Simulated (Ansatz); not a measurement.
## MgO: the change of pressure with volume per atom

All results are calculated (Ansatz 0.2.0). Periodic Kohn-Sham DFT of a crystal at fixed atoms; pressure and stress are positive in compression; the energy is the free energy less that of spherical unpolarised free atoms; site moments are those in the method's own spheres, positive along +z.

Cell of the first row (space group Fm-3m, No. 225):
```
MgO
1.0
      0.0000     2.0839     2.0839
      2.0839     0.0000     2.0839
      2.0839     2.0839     0.0000
Mg O
1 1
Direct
  0.00000 0.00000 0.00000
  0.50000 0.50000 0.50000
```

Settings of every row: method frozen-core PAW; functional PBE; relativity scalar; k mesh 16x16x16; filling fermi-dirac; smearing width 0.05 eV; wave cutoff 420 eV; paw set soft_2.

Atom start moment: 0 on all atoms.

| row | volume per atom (Å³) | pressure (GPa) |
| --- | --- | --- |
| 1 | 9.049 | 10.365 |
| 2 | 9.333 | 4.827 |
| 3 | 9.622 | ? |
| 4 | 9.91 | -4.15 |
| 5 | 10.199 | -7.709 |

Question: what pressure should row 3 give?

Worked fit of pressure. Take u = (V_r/V)^(2/3) − 1 with V_r = 9.6215 Å³ an atom, which is twice the finite (Eulerian) strain; such expansions in the strain, on which the Birch-Murnaghan equation of state is built, carry the rest volume and the bulk modulus. The shown rows have u = 0.04175, 0.0205, -0.0195, -0.03811. Least squares give pressure = −0.0058 + 224.137 × u + 579.69 × u² GPa; a straight line predicts inner rows, each left out in turn, worse (root mean square 0.53 against 0.015 GPa). The rows lie off it by 0.003, -0.006, 0.006, -0.003 (root mean square 0.0047 GPa). The pressure vanishes at u = 0.0000, or V = 9.621 Å³ an atom, and there the bulk modulus at fixed shape and fractions is B = −V dP/dV = (2/3)(1 + u) dP/du = 149 GPa. The withheld row has u = -3e-05, so the fit gives −0.0058 + 224.137 × (-3e-05) + 579.69 × (-3e-05)² = -0.013 GPa.

The calculation gave -0.004 GPa. The fit lies 0.009 GPa (220 % of the value, 0.05 % of the column's range) below it; its largest miss of a shown row is 0.006 GPa.
